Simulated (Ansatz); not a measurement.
**Relative energies of CH6GeS isomers**

3 of its isomers, all singlets with charge 0: A = `[CH3][GeH2][SH]`; B = `S[CH2][GeH3]`; C = `C[S][GeH3]`.

Shapes, held fixed at every level: PBE0-D4/def2-TZVP. Flexible molecules stand in one conformer, not always the lowest. Programs: Ansatz 0.2.0.

A:

```xyz
9

C    -0.7529    0.8312   -0.8161
Ge    0.2742   -0.6034    0.0033
S     0.9039    0.1745    1.9972
H    -1.1003    0.5246   -1.8037
H    -0.1326    1.7217   -0.9214
H    -1.6177    1.0721   -0.1974
H     1.5236   -0.9548   -0.8266
H    -0.5755   -1.8741    0.1947
H     1.5659   -0.9382    2.3527
```

B:

```xyz
9

S    -1.5105    1.2576   -0.6635
C     0.2221    0.8365   -0.3629
Ge    0.4295   -0.8422    0.6320
H    -1.8798    0.0901   -1.2154
H     0.6191    1.6543    0.2415
H     0.7853    0.8146   -1.2968
H     1.9204   -1.2000    0.7851
H    -0.2801   -1.9595   -0.1532
H    -0.2178   -0.6976    2.0161
```

C:

```xyz
9

C    -0.7314    1.0346   -0.8848
S     0.9958    0.4930   -0.7751
Ge    0.7932   -1.0105    0.8344
H    -1.3884    0.2112   -1.1663
H    -0.7720    1.7963   -1.6634
H    -1.0695    1.4753    0.0536
H     2.1921   -1.5929    1.0684
H    -0.1913   -2.1126    0.4016
H     0.2600   -0.3407    2.1143
```

Electronic energies in kJ/mol, without zero-point or thermal terms.

(1) Which isomer should be the most stable, and roughly by how much?

## Answers

(1) A < C < B in rising energy, over a span of 109 kJ/mol, by CCSD(T)/def2-TZVPP. All levels agree on that. The B − A difference spans +104.1 to +115.3 kJ/mol over the levels. Relativity is left out for Ge unless named. Correlated rows may include outer-core shells of Ge, which these sets cover unevenly.

| level | kind | B − A | C − A |
| --- | --- | --- | --- |
| HF/def2-TZVPP | Hartree–Fock | +115.3 | +47.8 |
| r2SCAN-D4/def2-TZVPP | meta-GGA | +111.5 | +47.1 |
| PBE0-D4/def2-TZVPP | global hybrid | +109.5 | +45.8 |
| r2SCAN0-D4/def2-TZVPP | global hybrid | +112.8 | +48.1 |
| wB97X-V/def2-TZVPP | range-separated hybrid | +107.1 | +46.2 |
| B2PLYP/def2-TZVPP | double hybrid | +110.4 | +48.3 |
| CCSD/def2-SVP | coupled cluster or CI | +104.1 | +47.7 |
| CCSD(T)/def2-TZVPP | coupled cluster or CI | +108.9 | +51.7 |

Among these three isomers, the energy follows which bonds germanium and carbon form. Going from A to B replaces a Ge–S and a C–H bond with a C–S and a Ge–H bond. This is doubly unfavourable: germanium, more electropositive than carbon, gains more from a polar bond to sulfur, while hydrogen binds more strongly to carbon, whose compact valence orbitals overlap better with the hydrogen 1s orbital. C keeps both the Ge–S bond and the intact methyl group, which explains its intermediate place. Its remaining penalty relative to A comes from exchanging S–H and Ge–C bonds for C–S and Ge–H bonds, probably mainly because the S–H bond is lost.

Hartree–Fock already gives the full ordering, so correlation adjusts the gaps but doesn't create the preference. This fits isomers that are all saturated, closed-shell molecules differing only in how their single bonds are distributed. The energies establish a thermodynamic preference, not easy interconversion: B could still persist if the barriers to rearrangement are high.
